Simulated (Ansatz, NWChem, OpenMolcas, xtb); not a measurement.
**Cu2 (SMILES [Cu][Cu]): methods side by side**

Cu2: 2 atoms, total charge 0, spin state singlet. As SMILES, `[Cu][Cu]`. The bond length is the measured one.

```xyz
2

Cu    0.0000    0.0000    0.0000
Cu    0.0000    0.0000    2.2197
```

Quantity: the HOMO–LUMO gap, in eV. The values are calculated.

```
              level                    kind     program  value (eV)   CPU time
           GFN2-xTB          semi-empirical         xtb        5.67  under 2 s
       HF/def2-SVPD            Hartree–Fock  OpenMolcas        6.69      4.5 s
    SVWN5/def2-SVPD                     LDA      Ansatz        1.42      6.4 s
      PBE/def2-SVPD                     GGA      NWChem        1.36       72 s
   revPBE/def2-SVPD                     GGA  OpenMolcas        1.38      8.6 s
    M06-L/def2-SVPD                meta-GGA      NWChem        2.01       74 s
   M06-2X/def2-SVPD         hybrid meta-GGA  OpenMolcas        4.56      9.7 s
CAM-B3LYP/def2-SVPD  range-separated hybrid      NWChem        5.32       68 s
    HSE06/def2-SVPD  range-separated hybrid      Ansatz        2.80      6.4 s
   B2PLYP/def2-SVPD           double hybrid  OpenMolcas        4.77      5.9 s
```

The values span 1.36 to 6.69 eV. Orbital gaps aren't excitation energies, and those of double hybrids come from the SCF part alone; they tend to grow with the share of exact exchange. CPU times are rough (shared hosts, several kinds of processor): they show what a rung costs within a factor of a few.

Cu2 is held together mainly by a σ bond between the 4s orbitals, above nearly filled-shell 3d cores, so the natural frontier pair is 4s σ and σ*. The fundamental gap, ionisation energy minus electron affinity, is known to be far larger than the semilocal values and lies nearer the Hartree–Fock end, probably because semilocal potentials miss the derivative discontinuity, which nonlocal exchange partly restores.

The two range-separated hybrids show that the label alone says little: HSE06 confines exact exchange to short range and gives 2.80 eV, while CAM-B3LYP increases it with distance and gives 5.32 eV. GFN2-xTB stands outside this ordering, with a gap above every hybrid but no exact exchange at all, so its closeness to CAM-B3LYP is no independent support for either value. The gaps alone don't reveal whether the highest occupied level keeps its 4s σ character in every method or gives way to a 3d combination.
